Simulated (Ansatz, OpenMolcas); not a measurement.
**A ladder of methods for AlH3 (SMILES [AlH3])**

AlH3 has 4 atoms, charge 0, and is taken as a singlet. As SMILES, `[AlH3]`. The shape is that of a PBE0-D4/def2-TZVP optimisation.

```xyz
4

Al    0.0137   -0.0148   -0.0051
H     0.6332    0.6709    1.2836
H    -1.3408   -0.8320    0.1051
H     0.7494    0.1157   -1.4039
```

Quantity: the energy change with the Al1–H3 bond stretched from 1.586 to 3.171 Å, in eV. The values are calculated.

```
                     level                    kind     program  value (eV)  less FCI/3-21G  CPU time (all runs)
  SVWN5/3-21G (restricted)                     LDA      Ansatz        3.20           +0.48               0.79 s
    PBE/3-21G (restricted)                     GGA  OpenMolcas        3.18           +0.46                7.2 s
 revPBE/3-21G (restricted)                     GGA      Ansatz        3.14           +0.42                1.2 s
  HSE06/3-21G (restricted)  range-separated hybrid      Ansatz        3.48           +0.76                1.6 s
    MP2/3-21G (restricted)     perturbation theory      Ansatz        3.54           +0.82               0.16 s
CCSD(T)/3-21G (restricted)   coupled cluster or CI      Ansatz        2.73           +0.01               0.21 s
  CCSDT/3-21G (restricted)   coupled cluster or CI      Ansatz        2.72            0.00               0.33 s
 CCSDTQ/3-21G (restricted)   coupled cluster or CI      Ansatz        2.72            0.00                  2 s
                 FCI/3-21G      exact in the basis      Ansatz        2.72            0.00               0.72 s
```

FCI/3-21G is exact within its basis and frozen core, so for wave-function methods in that basis the difference is their error; functionals converge differently with the basis, so for them it is only a difference. The first shape isn't each level's own minimum. The values span 2.72 to 3.54 eV. All rows use very small basis sets, so none should be taken for the real molecule's value. Times are those of the runs behind each value, whatever else they computed, on shared processors of several kinds: orders of magnitude only.

Stretching one Al–H bond to twice its length brings the bonding and antibonding σ orbitals close in energy, so the singlet needs a second configuration, with the antibonding orbital doubly occupied, to describe two electrons separating onto Al and H. A single closed-shell determinant instead keeps too much ionic character, which raises the stretched end. MP2 doesn't repair this and overshoots the exact result by 0.82 eV. Coupled cluster with triples recovers nearly all of the missing correlation: CCSD(T) is within 0.01 eV, and full triples leave no visible role for quadruples, as expected when only one electron pair is being separated.

All the functionals also lie above FCI, HSE06 furthest. This probably reflects its share of exact exchange, which penalises a restricted determinant more at stretched geometries than semilocal exchange does. The smaller offsets of the LDA and GGAs therefore don't show that they describe the Al–H bond better in general. Nor does the success of CCSD(T) at this one stretched length carry over to full dissociation, where perturbative triples on a restricted reference can break down.
